## What is computed

The Seebeck coefficient $S$ is the voltage that builds up per kelvin of temperature difference when no current flows. It is negative where electrons carry the current and positive where holes do. Here it comes from density-functional bands of ZnSe2 that are filled or emptied without being changed. Every carrier is given the same relaxation time, the mean time between scattering events. The conductivity mass is the effective mass that turns the carrier density into the computed conductivity; it is left undefined where electrons and holes both matter.

ZnSe2 in the pyrite structure (space group Pa-3, 12 atoms per cell, a = 6.239 Å), computed with Ansatz 0.2.0: PBEsol, plane-wave PAW, scalar-relativistic, no spin polarisation, cutoff 420 eV, k mesh 4×4×4. Transport uses rigid bands interpolated over the whole zone and a constant relaxation time; doping is positive for holes and negative for electrons.

| temperature (K) | doping (1e18 cm^-3) | Seebeck xx (microV/K) | conductivity mass 1 (m_e) |
| --- | --- | --- | --- |
| 300 | -1 | -564 | 0.430 |
| 300 | -10 | -367 | 0.432 |
| 300 | -100 | -182 | 0.450 |
| 300 | -1000 | -57.7 | 0.586 |
| 300 | 1 | 534 | 0.405 |
| 300 | 10 | 338 | 0.406 |
| 300 | 100 | 154 | 0.415 |
| 300 | 1000 | 42 | 0.470 |
| 600 | -1 | -583 | n/a |
| 600 | -10 | -463 | 0.519 |
| 600 | -100 | -270 | 0.535 |
| 600 | -1000 | -105 | 0.678 |
| 600 | 1 | 569 | n/a |
| 600 | 10 | 427 | 0.429 |
| 600 | 100 | 235 | 0.435 |
| 600 | 1000 | 79.1 | 0.481 |
| 900 | -1 | 22 | n/a |
| 900 | -10 | -342 | n/a |
| 900 | -100 | -321 | 0.665 |
| 900 | -1000 | -143 | 0.814 |
| 900 | 1 | 144 | n/a |
| 900 | 10 | 382 | n/a |
| 900 | 100 | 282 | 0.456 |
| 900 | 1000 | 109 | 0.501 |

At 300 and 600 K the size of $S$ falls steadily with doping. At 900 K it peaks at doping ±10 instead, and the lightest electron doping even gives a positive value.

## One kind of carrier: an energy per charge

Each carrier transports energy as well as charge. What counts for $S$ is its energy measured from the chemical potential $\mu$, the energy at which a state would be half filled. With $e$ the elementary charge and $T$ the temperature, $|S|$ is the mean of this energy over the current, divided by $eT$.

In a lightly doped band the carriers are few and $\mu$ lies in the gap. If the band is parabolic, the carriers that make up the current sit on average $\tfrac52 kT$ inside it, where $k$ is Boltzmann's constant. The distance from $\mu$ to the band edge is $kT\ln(N/n)$, with $n$ the carrier density and $N$ the effective density of thermally reachable states. Hence

$$|S|=\frac{k}{e}\left[\frac52+\ln\frac{N}{n}\right],\qquad N\propto T^{3/2}.$$

This is the dilute form of the Pisarenko relation. Ten times more carriers bring $\mu$ closer to the band and should cost 198 µV/K, whatever the material. The first step of electron doping at 300 K costs 197, and the first step for holes 196.

Heating works the other way. More states come within reach, the same carriers spread over them, and the distance from $\mu$ to the band edge grows faster than $T$. Doubling the temperature should add about 90 µV/K; between 300 and 600 K the table gives gains of 96 and 89 at doping −10 and 10.

## Heavy doping: a crowded band

Once $n$ exceeds $N$ the chemical potential lies inside the band. At 300 K this already holds at doping ±100, where the tenfold step has shrunk to 185 and 184 µV/K, and it holds in all the ±1000 rows. Only carriers within a few $kT$ of it can respond, and those just above and just below carry energies of opposite sign, which largely cancel. What survives is small and grows roughly in proportion to $T$. This is why the last tenfold step at 300 K costs only 124 µV/K for electrons and 112 for holes. These rows correspond to about 0.24 carriers per cell, so the assumption of unchanged bands is strained there.

## Why electrons start higher

At 300 K and the lightest doping, electrons give −564 µV/K and holes 534, although their conductivity masses are similar. The mass tells how readily a carrier is accelerated, and adding equal pockets leaves it unchanged. $N$ counts the states in all pockets together, so more pockets raise $|S|$ at a given doping. The two values of $S$ correspond to about eight equal pockets for electrons and six for holes, if the pockets are taken as isotropic and parabolic; anisotropic ones would give the same values with fewer. The conduction band is not parabolic: its mass at doping −10 rises from 0.432 to 0.519 between 300 and 600 K. Allowing for this is expected to change the count, so the match described next may be partly chance. Eight fits the lowest conduction state on the k mesh, which lies on a diagonal of the zone and has eight symmetry-equivalent copies. The interpolated minimum is 0.04 eV lower and so lies off the mesh; it has eight copies only if it is also on a diagonal, which the data do not show. The highest valence state on the mesh lies at the zone centre, which has only one copy. The interpolated maximum is 0.002 eV higher, which may mean a maximum off the centre with several copies or may be no more than interpolation error. Bands close in energy or further pockets may also contribute; the data do not show which, and the six remains an effective number.

## Hot and lightly doped: two kinds of carrier

Heat also lifts electrons across the gap, which is only 0.68 eV in the interpolated bands. Each lifted electron leaves a hole, and the two contributions to $S$ have opposite signs. The total is their average, weighted by conductivity, that is, by density over mass. Even a small minority weighs heavily, because it lies far from $\mu$ and carries much energy per charge. At 600 K and doping −1 there are only about 3 holes per 100 electrons in the model, yet they lower its $|S|$ from 654 to 589 µV/K; the table has 583.

The row at 900 K and doping −1 can be worked through, with densities in units of $10^{18}$ cm⁻³.

1. The lightest rows at 300 K give $N\approx57$ for electrons and 40 for holes. Growth as $T^{3/2}$ makes these about 300 and 210 at 900 K.
2. The product of electron and hole densities is $300\times210\times e^{-0.68/0.078}$, about 10. Doping fixes their difference at 1, so there are roughly 3.7 electrons and 2.7 holes.
3. The formula above then gives close to −590 µV/K for the electrons and +590 for the holes.
4. This row has no masses of its own, so those at 900 K and doping ±100 are borrowed: 0.665 and 0.456. With the unrounded densities 3.657 and 2.657, density over mass is about 5.5 for electrons and 5.8 for holes.
5. The sum is $590\times(5.8-5.5)/(5.8+5.5)\approx+16$ µV/K, against 22 in the table.

The electrons are more numerous, but the holes are lighter and win narrowly. With equal masses the same estimate gives −95 µV/K. The near cancellation is a firmer result than the sign. A gap larger by 0.04 eV, the difference between the k mesh and the interpolated bands, already turns the estimate negative.

## Why electrons become heavier

At doping ±100, heating from 300 to 900 K raises the electron mass by 48 % and the hole mass by 10 %. In a parabolic band neither would change. The conductivity mass reflects the band curvature averaged over the occupied states, so its rise means that hotter electrons reach parts of the conduction bands that curve less. Whether one band bends over or further pockets join in cannot be told from these data. Doping has a similar effect, since it fills the band to higher energy.

## How far the simple model carries

The model joins the dilute and crowded limits in one formula and adds thermal pairs. Its two values of $N$ were set by the ±1 rows at 300 K; the gap and the masses are taken from the same calculation. The other 22 rows, including the one worked above, then follow with an rms miss of 12 µV/K. The printed output below compares them row by row. The largest misses, 26 to 32 µV/K, occur at 900 K, where the model has too little cancellation at doping ±10 and 1. Bands that curve less away from their edge offer more states than $T^{3/2}$ allows and so more thermal pairs, which is a plausible cause but was not tested.

For a similar semiconductor, the useful comparison is between doping and the density of thermal pairs in the undoped crystal, here estimated at about 3 at 900 K in the table's unit of doping. Where the doping is far above this density, more doping lowers $|S|$ and heat raises it. The turn is expected well before the density reaches a few tenths of the doping. At 600 K and doping −1 the estimated density is about 0.2, and heating from 300 K has added only 19 of the expected 90 µV/K. Beyond the turn, further heat pulls $S$ towards the value of the undoped crystal. That lowers $|S|$ at first, but $S$ can pass through zero and is then expected to grow with the other sign; the row at 900 K and doping −1 has just crossed. The k mesh is coarse: for masses like these, one mesh step away from a band edge is estimated to cost several tenths of an eV, far more than $kT$. The masses, the pocket counts and the 0.68 eV gap therefore rest on the interpolation between mesh points, and a denser mesh was not tried. The functional used here usually gives too small a gap, so with a more accurate gap the collapse is expected to begin at a higher temperature. Unequal relaxation times of electrons and holes would also shift the balance in the mixed rows. So could spin–orbit coupling, which is left out and may alter the hole bands, and the PAW datasets, which were made for PBE and not for PBEsol.

Output of the analysis:

```
Seebeck in microV/K and model densities in 1e18 cm^-3:
  row  doping  computed  one carrier  two carriers  miss of two carriers  electrons      holes
  300      -1      -564       -564.1        -564.1               -0.1426          1  8.788e-09
  300     -10      -367         -367          -367              0.005736         10  8.788e-10
  300    -100      -182       -180.3        -180.3                 1.666        100  8.788e-11
  300   -1000     -57.7       -51.77        -51.77                 5.929       1000  8.788e-12
  300       1       534        534.2         534.2                 0.202  8.788e-09          1
  300      10       338        337.6         337.6               -0.4232  8.788e-10         10
  300     100       154        155.3         155.3                  1.26  8.788e-11        100
  300    1000        42        41.14         41.14               -0.8625  8.788e-12       1000
  600      -1      -583       -653.6        -588.6                -5.631      1.035    0.03478
  600     -10      -463       -455.7          -455                 8.044         10   0.003597
  600    -100      -270       -261.7        -261.6                 8.353        100  0.0003599
  600   -1000      -105       -97.77        -97.77                 7.226       1000  3.599e-05
  600       1       569        623.7         579.1                 10.13    0.03478      1.035
  600      10       427        425.9         425.4                -1.601   0.003597         10
  600     100       235        233.6         233.6                -1.392  0.0003599        100
  600    1000      79.1        79.91         79.91                0.8109  3.599e-05       1000
  900      -1        22         -706         15.91                -6.087      3.657      2.657
  900     -10      -342       -507.9        -373.9                -31.95      10.89      0.892
  900    -100      -321       -311.9        -310.1                 10.89      100.1    0.09706
  900   -1000      -143       -134.5        -134.5                 8.534       1000   0.009716
  900       1       144          676         169.9                 25.94      2.657      3.657
  900      10       382          478         407.6                 25.56      0.892      10.89
  900     100       282          283         282.1               0.09691    0.09706      100.1
  900    1000       109        112.7         112.7                 3.657   0.009716       1000
dilute limit, fall of S per tenfold doping (microV/K): 198.4
fall of S per tenfold doping, electrons at 300 K, from -1 to -1000 (microV/K): 197, 185, 124.3
fall of S per tenfold doping, holes at 300 K, from 1 to 1000 (microV/K): 196, 184, 112
dilute limit, gain of S from 300 to 600 K (microV/K): 89.6
gain of S from 300 to 600 K at doping -10, -100, 10, 100 (microV/K): 96, 88, 89, 81
ratio of S at 900 K to 300 K at doping -1000 and 1000: 2.478, 2.595
equivalent isotropic valleys, electrons: 8.071
equivalent isotropic valleys, holes: 6.234
rms miss of the two-carrier model on the 22 predicted rows (microV/K): 11.59
doping -1 at 900 K, two carriers with equal masses (microV/K): -95.18
doping -1 at 900 K, two carriers with the larger mesh gap (microV/K): -8.469
rise of conductivity mass from 300 to 900 K at doping -100 and 100 (percent): 47.78, 9.88
rise of conductivity mass at 300 K from doping 1 to 1000, electrons then holes (percent): 36.28, 16.05
```
